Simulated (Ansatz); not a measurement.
## Abstraction of Cl: C2HCl3Si + CHClI → C2HCl2Si + CHCl2I

Species: C2HCl3Si `C#C[Si](Cl)(Cl)Cl`, singlet; CHClI `Cl[CH]I`, doublet; C2HCl2Si `C#C[Si](Cl)Cl`, doublet; CHCl2I (dichloroiodomethane) `ClC(Cl)I`, singlet. A radical takes Cl: the energy is the difference in strength between the Si–Cl bond broken and the C–Cl bond made.

Shapes, held fixed at every level: PBE0-D4/def2-TZVP. Programs: Ansatz 0.2.0. The zero-point and thermal change to 298 K, harmonic and unscaled (PBE0-D4/def2-TZVP), is +3.6 kJ/mol.

**Question.** Estimate ΔH(298 K) of this reaction.

**Answer.** The highest level, CCSD(T)/def2-TZVPP, gives ΔH(298 K) = +157.2 kJ/mol; the levels span +133.2 to +185.5. The column of differences is taken from that level and isn't an error. No measured value is set beside it here. Open shells run unrestricted. For atoms past krypton def2 sets carry core potentials with scalar relativity. Outer-core shells of I are correlated in most correlated rows, in sets that cover them unevenly.

```
              level                    kind  ΔH(298 K) (kJ/mol)  less CCSD(T)/def2-TZVPP
     MP2/def2-TZVPP     perturbation theory              +156.0                     -1.2
        HF/def2-SVP            Hartree–Fock              +185.5                    +28.3
      HF/def2-TZVPP            Hartree–Fock              +182.8                    +25.6
   SPW92/def2-TZVPP                     LDA              +133.2                    -24.0
BHLYP-D4/def2-TZVPP           global hybrid              +168.2                    +11.0
 wB97M-V/def2-TZVPP  range-separated hybrid              +161.2                     +4.0
  B2PLYP/def2-TZVPP           double hybrid              +154.9                     -2.3
 CCSD(T)/def2-TZVPP   coupled cluster or CI              +157.2                      0.0
```

Chlorine transfer from silicon to the carbon radical is strongly endothermic at every level, with CCSD(T) giving +157.2 kJ/mol. The Si–Cl bond broken is much stronger than the C–Cl bond made, largely because silicon's lower electronegativity gives a more polar bond with substantial ionic stabilisation. The carbon radical is also stabilised by delocalisation of halogen lone pairs into its singly occupied orbital, an advantage lost when the new C–Cl bond forms. The silyl centre gains less from such delocalisation.

Hartree–Fock makes the reaction too endothermic relative to CCSD(T), so correlation favours the products. This suggests that it strengthens the less polar C–Cl bond, in a carbon centre crowded with halogens, more than the Si–Cl bond. LDA errs in the opposite direction, consistent with uneven overbinding of the two bonds.

The reverse reaction is therefore favourable in enthalpy, in keeping with the known halogen affinity of silyl radicals, but whether chlorine transfer would compete with abstraction of the more weakly bound iodine remains open.
